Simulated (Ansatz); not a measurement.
## W: energy above lowest point and pressure against volume scale

All results are calculated (Ansatz 0.2.0). Free energy against uniform scaling of the volume at fixed shape and fractions; periodic cell, basis, potentials, k mesh and filling as listed.

The cell before it is scaled or strained (space group Im-3m, No. 229):
```
CELL_PARAMETERS angstrom
-1.58230 1.58230 1.58230
1.58230 -1.58230 1.58230
1.58230 1.58230 -1.58230
ATOMIC_POSITIONS crystal
W 0.00000 0.00000 0.00000
```

Settings of every row: functional PBE; dispersion none; potentials PAW; wave cutoff 489.8 eV; density cutoff 1959.2 eV; k mesh 13x13x13; k shift 0x0x0; occupations fermi dirac; smearing width 0.1 eV; spin none.

Limits: coarse k mesh, up to 40 meV an atom off; no spin-orbit coupling, which can matter with elements this heavy.

```csv
row,volume scale,V (Å³/atom),energy above lowest point (meV/atom),pressure (GPa)
1,0.92,14.579,166,37.91
2,0.9467,15.002,82.7,25.57
3,0.9733,15.423,29.7,14.81
4,1,15.846,3.3,5.44
5,1.0267,16.269,0,-2.72
6,1.0533,16.691,?,?
7,1.08,17.114,51,-16
```

Question: what energy above lowest point and pressure should row 6 give?

Worked fit of energy above lowest point. Take u = (V_r/V)^(2/3) − 1 with V_r = 15.634 Å³ an atom, which is twice the finite (Eulerian) strain; such expansions in the strain, on which the Birch-Murnaghan equation of state is built, carry the rest volume and the bulk modulus. The shown rows have u = 0.04768, 0.02789, 0.0091, -0.00894, -0.02619, -0.05852. Least squares give energy above lowest point = 13.55 + 1472.8 × u + 36133 × u² meV/atom; a straight line predicts inner rows, each left out in turn, worse (root mean square 40 against 0.25 meV/atom). The rows lie off it by 0.1, 0.0, -0.2, 0.0, 0.2, -0.1. Its lowest point lies at u = -0.0204, or V = 16.12 Å³ an atom, and the curvature there gives the bulk modulus at fixed shape and fractions, B = (4/9)(1 + u)² E″(u)/V = 306 GPa. The withheld row has u = -0.04268, so the fit gives 13.55 + 1472.8 × (-0.04268) + 36133 × (-0.04268)² = 16.5 meV/atom.

The calculation gave 16.8 meV/atom. The fit lies 0.3 meV/atom (1.8 % of the value, 0.18 % of the column's range) below it; its largest miss of a shown row is 0.2 meV/atom.

Worked fit of pressure. Take u = (V_r/V)^(2/3) − 1 with V_r = 15.634 Å³ an atom, which is twice the finite (Eulerian) strain; such expansions in the strain, on which the Birch-Murnaghan equation of state is built, carry the rest volume and the bulk modulus. The shown rows have u = 0.04768, 0.02789, 0.0091, -0.00894, -0.02619, -0.05852. Least squares give pressure = 9.991 + 521.75 × u + 1330.9 × u² GPa; a straight line predicts inner rows, each left out in turn, worse (root mean square 1.5 against 0.042 GPa). The rows lie off it by 0.02, -0.01, -0.04, 0.01, 0.04, -0.02. The pressure vanishes at u = -0.0202, or V = 16.12 Å³ an atom, and there the bulk modulus at fixed shape and fractions is B = −V dP/dV = (2/3)(1 + u) dP/du = 306 GPa. The withheld row has u = -0.04268, so the fit gives 9.991 + 521.75 × (-0.04268) + 1330.9 × (-0.04268)² = -9.85 GPa.

The calculation gave -9.82 GPa. The fit lies 0.03 GPa (0.056 % of the column's range) below it; its largest miss of a shown row is 0.04 GPa.
